Dear colleague,

the decay rates, beat frequencies and line widths that you fit to the exciton--biexciton cascade of your InGaAs dots are all eigenvalues of one linear operator, the Liouvillian $\mathcal L$ in $\dot\rho=\mathcal L\rho$. Its spectrum obeys a few rules that hold whatever the rates are. I prove them first and then show them on a four-level dot that can be solved exactly.

\section*{The general statement}

Let $\mathcal L$ be time independent and act on $d\times d$ matrices, and let $\Phi_t=e^{\mathcal Lt}$ for $t\ge0$. The trace norm is $\|X\|_1=\mathrm{Tr}\sqrt{X^\dagger X}$. Assume three properties:
\begin{equation}
\mathrm{Tr}\,\mathcal LX=0,\qquad \mathcal L(X^\dagger)=(\mathcal LX)^\dagger,\qquad \|\Phi_tA\|_1\le\|A\|_1\ \ (A=A^\dagger).
\end{equation}
Every generator of Lindblad form has them. The first two are read off the generator. The third follows because $\Phi_t$ then maps positive matrices to positive matrices: split $A=A_+-A_-$ into positive parts with orthogonal supports, and $\|\Phi_tA\|_1\le\mathrm{Tr}\,\Phi_tA_++\mathrm{Tr}\,\Phi_tA_-=\|A\|_1$. Conversely, the three properties imply positivity. For $\rho\ge0$, $\mathrm{Tr}\,\Phi_t\rho=\|\rho\|_1\ge\|\Phi_t\rho\|_1$, and a Hermitian matrix whose trace reaches its trace norm has no negative eigenvalue. For general $X=A+iB$ with $A,B$ Hermitian, $\|A\|_1$ and $\|B\|_1$ are at most $\|X\|_1$, so $\|\Phi_tX\|_1\le2\|X\|_1$ at all times. Now let $\mathcal LR=\lambda R$ with $R\neq0$.

(i) \emph{Zero is an eigenvalue.} The range of $\mathcal L$ contains only traceless matrices, so $\mathcal L$ is not onto and $\det\mathcal L=0$.

(ii) \emph{$\mathrm{Re}\,\lambda\le0$.} $\|\Phi_tR\|_1=e^{t\,\mathrm{Re}\lambda}\|R\|_1$ must stay bounded.

(iii) \emph{Conjugate pairs.} $\mathcal LR^\dagger=(\lambda R)^\dagger=\lambda^*R^\dagger$. Jordan chains map in the same way. For real $\lambda$ the eigenoperators can be chosen Hermitian, as $R+R^\dagger$ and $i(R-R^\dagger)$.

(iv) \emph{$\mathrm{Tr}\,R=0$ for $\lambda\ne0$}, since $\lambda\,\mathrm{Tr}R=\mathrm{Tr}\,\mathcal LR=0$. If $(\mathcal L-\lambda)R'=R$, the trace gives $-\lambda\,\mathrm{Tr}R'=\mathrm{Tr}R=0$, so the whole chain is traceless.

(v) \emph{No Jordan block on the imaginary axis.} For such an $R'$ one has $(\mathcal L-\lambda)^2R'=0$, and therefore
\begin{equation}
\Phi_tR'=e^{\lambda t}\,(R'+tR).
\end{equation}
With $\mathrm{Re}\,\lambda=0$ the norm is at least $t\|R\|_1-\|R'\|_1$, which is unbounded. Off the axis the exponential wins and blocks are allowed.

(vi) \emph{A positive steady state.} In $T^{-1}\int_0^T\Phi_t\rho\,dt$ the damped parts vanish as $T\to\infty$, the oscillating parts average out, and by (v) the part in the kernel is constant. The limit exists, satisfies $\mathcal L\rho_{\rm ss}=0$, has unit trace and, as a limit of density matrices, is positive semidefinite. It need be neither unique nor of full rank.

\section*{The four-level dot}

Take the empty dot $|G\rangle$, the two linearly polarised bright excitons $|H\rangle$, $|V\rangle$ and the biexciton $|B\rangle$, with
\begin{equation}
E_G=0,\qquad E_{H}=E_X+\tfrac S2,\qquad E_V=E_X-\tfrac S2,\qquad E_B=2E_X-E_b ,
\end{equation}
where $S$ is the fine-structure splitting and $E_b$ the biexciton binding energy. The generator is
\begin{equation}
\mathcal L\rho=-\frac i\hbar[\hat H,\rho]+\sum_k\Big(L_k\rho L_k^\dagger-\tfrac12\{L_k^\dagger L_k,\rho\}\Big),
\end{equation}
with eight jump operators, four for each $j=H,V$:
\begin{equation}
\sqrt\gamma\,|G\rangle\langle j|,\qquad \sqrt{\Gamma/2}\,|j\rangle\langle B|,\qquad \sqrt P\,|j\rangle\langle G|,\qquad \sqrt P\,|B\rangle\langle j| .
\end{equation}
Here $\gamma$ is the exciton decay rate, $\Gamma$ the total biexciton decay rate and $P$ an incoherent capture rate per channel. The total rates out of the levels are $w_G=2P$, $w_H=w_V=\gamma+P$, $w_B=\Gamma$.

As inputs I take values typical of such dots, $E_X=1.350$ eV (a wavelength of 918.4 nm), $S=10\ \mu$eV, $E_b=2.0$ meV, $\gamma=1.0$ ns$^{-1}$, $\Gamma=1.6$ ns$^{-1}$ (biexciton lifetime 0.625 ns), and an assumed $P=0.2$ ns$^{-1}$ at $T=4$ K. With $\hbar=0.6582\ \mu$eV\,ns, $\hbar\gamma=0.658\ \mu$eV. At 4 K, $k_BT=0.345$ meV and $E_X/k_BT=3.9\times10^3$, so thermal photons play no part. All numbers below are the model's.

One approximation deserves a check. The $H$-polarised field couples to both steps, so its jump operator is really the sum $C=\sqrt\gamma|G\rangle\langle H|+\sqrt{\Gamma/2}|H\rangle\langle B|$. The product $C^\dagger C$ has no cross terms. The new terms in $C\rho C^\dagger$ send $|B\rangle\langle H|$ to $\sqrt{\gamma\Gamma/2}\,|H\rangle\langle G|$, likewise for the adjoint, and nothing back. This coupling is triangular and leaves every eigenvalue unchanged. It admixes one coherence to another with amplitude close to $\hbar\sqrt{\gamma\Gamma/2}/E_b\approx3\times10^{-4}$, which I drop.

\section*{All sixteen eigenvalues}

Each jump has the form $|a\rangle\langle b|$, so $L_k\rho L_k^\dagger$ reads and writes populations only. The twelve coherences are then eigenoperators as they stand:
\begin{equation}
\mathcal L\,|a\rangle\langle b|=\lambda_{ab}|a\rangle\langle b|,\qquad \lambda_{ab}=-\frac i\hbar(E_a-E_b)-\frac{w_a+w_b}2\qquad(a\ne b).
\end{equation}
Rules (ii)--(iv) are visible: the real part is not positive, $\lambda_{ba}=\lambda_{ab}^*$ belongs to $|b\rangle\langle a|=(|a\rangle\langle b|)^\dagger$, and the trace is zero. The population difference $|H\rangle\langle H|-|V\rangle\langle V|$ is a Hermitian, traceless eigenoperator with $\lambda=-(\gamma+P)$, because its transfers into $G$ and into $B$ cancel between $H$ and $V$.

Three modes remain. Write $\rho_X=\tfrac12(|H\rangle\langle H|+|V\rangle\langle V|)$ and $R=p_G|G\rangle\langle G|+p_X\rho_X+p_B|B\rangle\langle B|$. On $(p_G,p_X,p_B)$ the generator is
\begin{equation}
M=\begin{pmatrix}-2P&\gamma&0\\ 2P&-(\gamma+P)&\Gamma\\ 0&P&-\Gamma\end{pmatrix},
\qquad \det(\lambda-M)=\lambda\,(\lambda^2+a\lambda+N),
\end{equation}
with $a=3P+\gamma+\Gamma$ and $N=\gamma\Gamma+2P\Gamma+2P^2$. The columns of $M$ sum to zero, which is rule (i). The other two roots are
\begin{equation}
\lambda_\pm=-\frac a2\pm\frac12\sqrt D,\qquad D=a^2-4N=(\Gamma-\gamma-P)^2+4P\gamma\ \ge0 .
\end{equation}
They are real, and negative when $N>0$, since their sum is $-a$ and their product $N$. The steady state is
\begin{equation}
\rho_{\rm ss}=\frac1N\Big(\gamma\Gamma\,|G\rangle\langle G|+2P\Gamma\,\rho_X+2P^2|B\rangle\langle B|\Big).
\end{equation}
For $P>0$ the first and third rows of $M$ give an eigenvector with $p_X=1$ as $p_G=\gamma/(\lambda+2P)$, $p_B=P/(\lambda+\Gamma)$. Its trace is
\begin{equation}
p_G+p_X+p_B=\frac{\lambda^2+a\lambda+N}{(\lambda+2P)(\lambda+\Gamma)} .
\end{equation}
The numerator is the factor of the characteristic polynomial that vanishes at $\lambda_\pm$ and equals $N$ at $\lambda=0$. This is rule (iv) in closed form.

With the inputs, $a=3.2$ ns$^{-1}$, $N=2.32$ ns$^{-2}$ and $D=0.96$ ns$^{-2}$. The steady populations are $p_G=0.690$, $p_X=0.276$ (0.138 in each exciton) and $p_B=0.034$, a state of full rank. The decaying modes are $R_+=(-1.408,\,1,\,0.408)$ and $R_-=(-0.592,\,1,\,-0.408)$, both traceless. In the list of the spectrum the optical energies carry the digits needed to display $S$, and the upper sign belongs to the first operator named.

\begin{center}
\begin{tabular}{lccc}
eigenoperator & $-\mathrm{Re}\lambda$ (ns$^{-1}$) & $-\hbar\,\mathrm{Re}\lambda$ ($\mu$eV) & $\hbar\,\mathrm{Im}\lambda$\\ \hline
$\rho_{\rm ss}$ & 0 & 0 & 0\\
$R_+$ & 1.110 & 0.731 & 0\\
$|H\rangle\langle H|-|V\rangle\langle V|$ & 1.2 & 0.790 & 0\\
$R_-$ & 2.090 & 1.376 & 0\\
$|H\rangle\langle V|$, $|V\rangle\langle H|$ & 1.2 & 0.790 & $\mp10\ \mu$eV\\
$|H\rangle\langle G|$, $|G\rangle\langle H|$ & 0.8 & 0.527 & $\mp1.350005$ eV\\
$|V\rangle\langle G|$, $|G\rangle\langle V|$ & 0.8 & 0.527 & $\mp1.349995$ eV\\
$|B\rangle\langle H|$, $|H\rangle\langle B|$ & 1.4 & 0.921 & $\mp1.347995$ eV\\
$|B\rangle\langle V|$, $|V\rangle\langle B|$ & 1.4 & 0.921 & $\mp1.348005$ eV\\
$|B\rangle\langle G|$, $|G\rangle\langle B|$ & 1.0 & 0.658 & $\mp2.698$ eV\\
\end{tabular}
\end{center}

As a sum rule, traceless jumps give $\mathrm{Tr}\,\mathcal L=-d\sum_aw_a$, here $-4\times4.4=-17.6$ ns$^{-1}$. The sixteen eigenvalues add up to this, with the imaginary parts cancelling in pairs. The pair $\lambda_{HV},\lambda_{VH}$ is your polarisation beat, of angular frequency $S/\hbar=15.19$ ns$^{-1}$ and period $h/S=0.4136$ ns. The pairing is the reason the beat signal is real.

\section*{A Jordan block off the axis}

Switch the pump off, as after a short pulse. Then $\rho_{\rm ss}=|G\rangle\langle G|$, positive but of rank one, and $\lambda_\pm$ become $-\gamma$ and $-\Gamma$ with
\begin{equation}
R_1=\rho_X-|G\rangle\langle G|,\qquad R_2=|B\rangle\langle B|-\frac{\Gamma}{\Gamma-\gamma}\,\rho_X+\frac{\gamma}{\Gamma-\gamma}\,|G\rangle\langle G| .
\end{equation}
Starting in $|B\rangle$, the exciton population is
\begin{equation}
p_X(t)=\frac{\Gamma}{\Gamma-\gamma}\big(e^{-\gamma t}-e^{-\Gamma t}\big),
\end{equation}
with its maximum $e^{-\gamma t^*}$ at $t^*=\ln(\Gamma/\gamma)/(\Gamma-\gamma)$. For the inputs this is 0.457 at 0.783 ns.

Now let $\gamma\to\Gamma$, for instance through a weak-coupling cavity that raises the rate of both exciton lines by a Purcell factor of 1.6 and leaves the biexciton lines alone. Then $(\Gamma-\gamma)R_2\to-\Gamma R_1$, and the two eigenoperators become parallel. The missing direction is $R'=|B\rangle\langle B|-|G\rangle\langle G|$. From $\mathcal L|B\rangle\langle B|=\Gamma(\rho_X-|B\rangle\langle B|)$ and $\mathcal L|G\rangle\langle G|=0$,
\begin{equation}
(\mathcal L+\Gamma)R'=\Gamma R_1,\qquad \Phi_tR'=e^{-\Gamma t}\,(R'+\Gamma t\,R_1).
\end{equation}
This is a Jordan block of size two with a traceless chain, as (iv) demands. Counting the population difference, the eigenvalue $-\Gamma$ occurs three times and has two eigenoperators. Since $|B\rangle\langle B|=R'+|G\rangle\langle G|$, the exciton population is $p_X=\Gamma t\,e^{-\Gamma t}$, which peaks at $1/e=0.368$ at 0.625 ns. A fit with two free exponentials to such a trace returns large amplitudes of opposite sign, the prefactors $\pm\Gamma/(\Gamma-\gamma)$.

The trace norm shows how the block lives with contractivity. The components of $\Phi_tR'$ are $e^{-\Gamma t}\,\big(-(1+\Gamma t),\ \Gamma t,\ 1\big)$, so
\begin{equation}
\|\Phi_tR'\|_1=2(1+\Gamma t)\,e^{-\Gamma t},\qquad \frac{d}{dt}\|\Phi_tR'\|_1=-2\Gamma^2t\,e^{-\Gamma t}\le0 .
\end{equation}
If the chain coupling $\nu$ and the damping $\mu$ were independent, the norm would be $2(1+\nu t)e^{-\mu t}$, with initial slope $2(\nu-\mu)$, and contractivity would require $\nu\le\mu$. The cascade has $\nu=\mu=\Gamma$, because the rate that fills the exciton is the rate that empties the biexciton. Moving the block towards the axis therefore removes its coupling, in line with rule (v).

Any pump dissolves the block, because $D>0$ for $P\gamma>0$. At $\gamma=\Gamma$ the splitting is $\sqrt{P^2+4P\Gamma}$, which grows as $\sqrt P$. For $\Gamma=1.6$ ns$^{-1}$ an assumed $P=0.010$ ns$^{-1}$ splits the rates by 0.253 ns$^{-1}$, 25 times $P$.

\section*{Eigenvalues on the axis}

Set $P=0$ and $\gamma=0$, the limit approached by excitons whose emission is inhibited. Now $w_G=w_H=w_V=0$, and nine eigenvalues lie on the axis: $\pm iS/\hbar$, $\pm iE_H/\hbar$, $\pm iE_V/\hbar$ and zero three times. The six oscillating ones have the coherences as eigenoperators. The threefold zero is the candidate for a block. In the order $G,H,V,B$ the population generator is
\begin{equation}
M_4=\Gamma\begin{pmatrix}0&0&0&0\\0&0&0&\tfrac12\\0&0&0&\tfrac12\\0&0&0&-1\end{pmatrix},\qquad M_4^2=-\Gamma M_4 .
\end{equation}
It is annihilated by $\lambda(\lambda+\Gamma)$, a polynomial with simple roots, and is therefore diagonalisable. The kernel is spanned by the three states $|G\rangle\langle G|$, $|H\rangle\langle H|$, $|V\rangle\langle V|$. The steady state is not unique, and the kernel also holds traceless elements such as $|H\rangle\langle H|-|V\rangle\langle V|$, so (iv) has no converse. An exciton prepared in $(|H\rangle+|V\rangle)/\sqrt2$ precesses undamped with the period 0.4136 ns and never settles. Its time average is $\rho_X$, the steady state that (vi) constructs. Tune $S$ to zero and $\pm iS/\hbar$ merge with the three zeros. The eigenoperators $|H\rangle\langle V|$ and $|V\rangle\langle H|$ do not depend on $S$, so the fivefold zero keeps five independent ones. Merging at $-\Gamma$ lost an eigenoperator, and merging on the axis cannot.

\section*{What the model leaves out}

Two omissions are as large as the effects computed. The first is the pair of dark excitons, which spin-blind capture fills as fast as the bright ones. Add them with total population $p_D$, filled from $G$ at $2P$, promoted to $B$ at $P$ and without decay of their own. Balance gives $p_D=2p_G$, $p_X=4Pp_G/\gamma$ and $p_B=P(p_X+p_D)/\Gamma$, and the model's ground population falls from 0.690 to 0.241. The four-level populations hold only for a pump that feeds bright states alone.

The second is dephasing. The regression theorem makes the emission on the transition between $a$ and $b$ a Lorentzian of full width $-2\hbar\,\mathrm{Re}\lambda_{ab}$, since $\int_0^\infty e^{-k\tau}\cos(\delta\tau)\,d\tau=k/(k^2+\delta^2)$ has half width $k$. The model's widths are 1.05 $\mu$eV for the exciton lines and 1.84 $\mu$eV for the biexciton lines. Under non-resonant pumping, InGaAs dots near 4 K typically show several to some tens of $\mu$eV, mostly from charge noise, so the model lies low by a factor of several to more than ten. Fast noise enters as jump operators diagonal in the four levels. These shift the coherence eigenvalues further left and leave the population modes and the Jordan block untouched, and the six rules hold for the enlarged generator. Slow spectral wandering averages over dots with different $E_X$. Each member obeys the rules, but the averaged evolution is not of the form $e^{\mathcal Lt}$ with a constant $\mathcal L$, and its line width is not the real part of an eigenvalue.